**Q:** I grow HfO₂ films on substrates that squeeze or stretch them in the plane. If the base of a tetragonal crystal is squeezed, does the crystal grow taller by enough to keep its volume?

**A:** It grows taller, but by far too little. In the table, a and b are set together by the strain, while the height c and the atoms find their own best positions. The values of stress zz, all close to zero, confirm that nothing pushes on the crystal from above.

Tetragonal HfO2 (P4_2/nmc, 6-atom cell, unstrained a = 3.604, c = 5.264 Å) with a and b strained equally, c and the atoms relaxed within the symmetry. Ansatz 0.2.0, PBE, plane-wave PAW, scalar-relativistic, no spin polarisation, cutoff 420 eV, k mesh 6×6×4, Gaussian smearing of 0.02 eV. Changes are relative to zero strain; stress is positive in compression.

```
strain (%)  energy change (meV/atom)  volume change (%)  c over a  stress xx (GPa)  stress zz (GPa)
      -4.5                      85.2              -6.19     1.573            27.88            -0.01
      -3.0                      37.1              -4.31     1.531            17.99             0.00
      -1.5                       9.0              -2.23     1.494             8.66             0.00
         0                       0.0               0.00     1.460             0.02             0.03
       1.5                       8.6               2.40     1.430            -7.88             0.00
       3.0                      33.5               4.92     1.402           -15.03             0.01
       4.5                      73.4               7.58     1.377           -21.44             0.00
```

Take the row at −3 %. The base area shrinks to 0.97² = 0.941 of its old value, and the volume shrinks to 0.957 of its own. The height has therefore grown by the ratio of the two, which is 1.7 %. To keep the volume it would have had to grow by about 6 %.

Around zero strain, between the rows at −1.5 and +1.5 %, each per cent gained in a costs c only 0.46 %. Constant volume would need a loss of about 2 %. So the volume follows the base: it falls whenever the plane is squeezed and rises whenever it is stretched.

**Q:** Why does the height help so little? I imagined stiff Hf–O bonds that turn upright when the base gets narrower.

**A:** That picture gets the direction right. Each oxygen sits half an a edge sideways from its hafnium neighbours, some above it and some below. If a shrinks and a bond is to keep its length, the bond must stand up more steeply, and c must grow.

The picture can be tested with Pythagoras alone. In the unstrained cell each hafnium has four oxygens at 2.07 Å and four more at about 2.42 Å. If all these lengths were frozen, a squeeze of 3 % would make c longer by 5.6 %, over three times what the calculation gives. Under tension the mismatch is worse still. The bonds therefore do not merely turn; some of them must change their length.

The reason is that turning is not free. It changes the distances between neighbouring oxygens and between neighbouring hafniums, and it distorts the cage of charges around each ion. The crystal settles where a further change of shape would cost as much as it saves in the bonds. This is an argument from the ionic picture and not a result of the runs, since the table does not split the energy into such parts. Nor is constant volume a general rule for freely turning bonds: in this cell they would nearly keep it at small strain, but in another crystal the result depends on how the bonds are arranged.

**Q:** What does that mean in numbers I can use? I measure film stress, and I would like to know the strain and the stored energy.

**A:** Even with the height free to relax, the plane is stiff. Stress xx counts compression as positive, and it runs from 8.66 GPa at −1.5 % to −7.88 GPa at +1.5 %. The difference, 16.54 GPa, divided by a strain of 0.03 gives a stiffness of 551 GPa. One per cent of strain thus means about 5.5 GPa, and a measured stress of 1 GPa means a strain of roughly 0.2 %. This holds for a tetragonal crystal with c normal to the film; a film of mixed grains or phases will differ.

The energy follows from the same stiffness. Each of the two in-plane directions stores half of stiffness times strain squared, so together they store

energy per atom = stiffness × volume per atom × strain².

For a strain of 3 % this is 551 GPa × 11.40 Å³ × 0.0009 = 5.65 GPa·Å³, which in units of energy is 35.3 meV per atom. The table has 37.1 for the squeeze and 33.5 for the stretch. The estimate used only the stresses at ±1.5 %, and it lands midway between the two energies. Some such agreement is to be expected, because stress is the slope of the energy.

**Q:** Midway, but on neither. Why does squeezing cost more than stretching?

**A:** Because the formula assumes a spring that is equally stiff both ways, and bonds are not like that. When ions are pushed together, their electron clouds overlap and the repulsion rises steeply. When they are drawn apart, the repulsion fades and the restoring force grows more and more slowly. As the volume follows the base, a squeezed plane really does mean a more crowded crystal, and this asymmetry comes through.

You can see it in the stress. From −4.5 to −3 % the stress changes at a rate of 659 GPa per unit strain, but from +3 to +4.5 % at only 427 GPa. The rate falls at every step between, without a jump. The crystal stiffens gradually as it is squeezed and softens gradually as it is stretched.

For the energy, the simplest correction to a symmetric spring is a term that grows as the cube of the strain. The gap between squeeze and stretch should then grow by a factor of 1.5³, or about 3.4, from 3 to 4.5 %. It grows from 3.6 to 11.8 meV per atom, a factor of 3.3. At 4.5 % the symmetric formula is already 7 % too low for the squeeze and 8 % too high for the stretch, so I would keep it for smaller strains.

**Q:** At 1.5 % the two energies are 9.0 and 8.6 meV. Is that difference real, or am I reading noise?

**A:** The sign is believable, the size only roughly. In the run at −3 %, the energy still wandered by just under 0.1 meV per atom over the last steps of the relaxation. Before rounding, the two energies at 1.5 % differ by about 0.5 meV, which is only a few times larger than that.

There is an independent way to the same energies. With c free, only the in-plane stress does work, so stress and volume together give the slope of the energy curve. I put a quadratic curve in the strain through the seven slopes by least squares and added up the work from zero strain. The result meets every energy in the table to about 0.1 meV per atom, and it makes the difference at 1.5 % about 0.6 meV. The cube law offers another estimate: half the strain should leave an eighth of the 3.6 meV found at 3 %, or 0.45 meV. So about half a meV is a fair reading, with the next digit open.

If you want to see the asymmetry at small strain, read the stress instead. There the squeeze exceeds the stretch by about a tenth, which is well above any noise. The agreement between stress and energy shows that the calculation is consistent with itself. It does not show how close the PBE functional comes to a real crystal at room temperature, so for a film even the second digit of the stiffness is uncertain.

**Q:** Suppose the calculation had held c fixed instead of letting it relax. What would change?

**A:** Stress zz would no longer be zero. A squeezed crystal wants to be taller, so a fixed height would put it under compression along c as well; a stretched one would be under tension along c. The energy would be higher in every strained row, because the relaxed height is the one that costs least. How much higher cannot be read from the table, which has no such run.

For your films the free height is the right choice. The substrate grips the base, but the top surface can move.

**Q:** In the cubic form of HfO₂, c over a in this cell would be √2, about 1.414. The table passes through that value under tension. Have I made the cubic phase?

**A:** No. Interpolation puts the crossing at a strain of about 2.3 %, but at +3 % the relaxed crystal still has its tetragonal space group, even when atoms are allowed to be off by 0.1 Å. The edges alone would pass that test: the relaxed height is 5.21 Å, and a cubic cell on the same base would need 5.25 Å. So it must be the oxygens that keep the crystal tetragonal.

In the cubic crystal, all eight oxygens around a hafnium are equally far away. In the tetragonal one they are shifted along c, which makes four bonds short and four long. A suitable ratio of the edges does not by itself undo that shift.

The shift may also play a part in another feature of the table. The height responds more strongly the more the plane is squeezed: c changes by 0.77 % per per cent of a between −4.5 and −3 %, but by only 0.26 % between +3 and +4.5 %. A larger shift would help c to grow, but it is not clear that a squeeze enlarges it. The taller cell should favour the shift, while the smaller volume should work against it. The oxygen positions in the strained cells would show which effect wins.

**Q:** I use the film as a gate dielectric. Should I worry more about squeezing it or about stretching it?

**A:** By the energy, squeezing is the dearer of the two. By the band gap, stretching is the one to watch. The same calculations give a gap of 4.67 eV without strain, and squeezing by up to 4.5 % leaves it within about 0.02 eV of that. Stretching lowers it clearly at 1.5 % already, and to 4.12 eV at 3 %.

PBE gaps are too small as a rule, so take the change rather than the value. Under tension the highest filled state also moves to a different point of the k mesh, and the true edge may lie between mesh points, which would make the gap slightly smaller still. A narrower gap leaves less room for the barriers that hold back electrons and holes. Which of the two barriers suffers depends on how the bands line up with the channel, and that needs a calculation with the interface in it.

One question remains, and for your film it may be the most important. Every cell here was held to its tetragonal symmetry, although the stable form of bulk HfO₂ under ordinary conditions is monoclinic, and thin films can also take a polar orthorhombic form. At which strain, if any, does the tetragonal crystal stop being stable against a distortion towards one of these? To find out, one would first take a cell with at least twice as many atoms, since both of these forms need one. Then one would push the atoms slightly off their symmetric places at each strain and let them relax again, with the symmetry switched off and the height and tilt of c free.
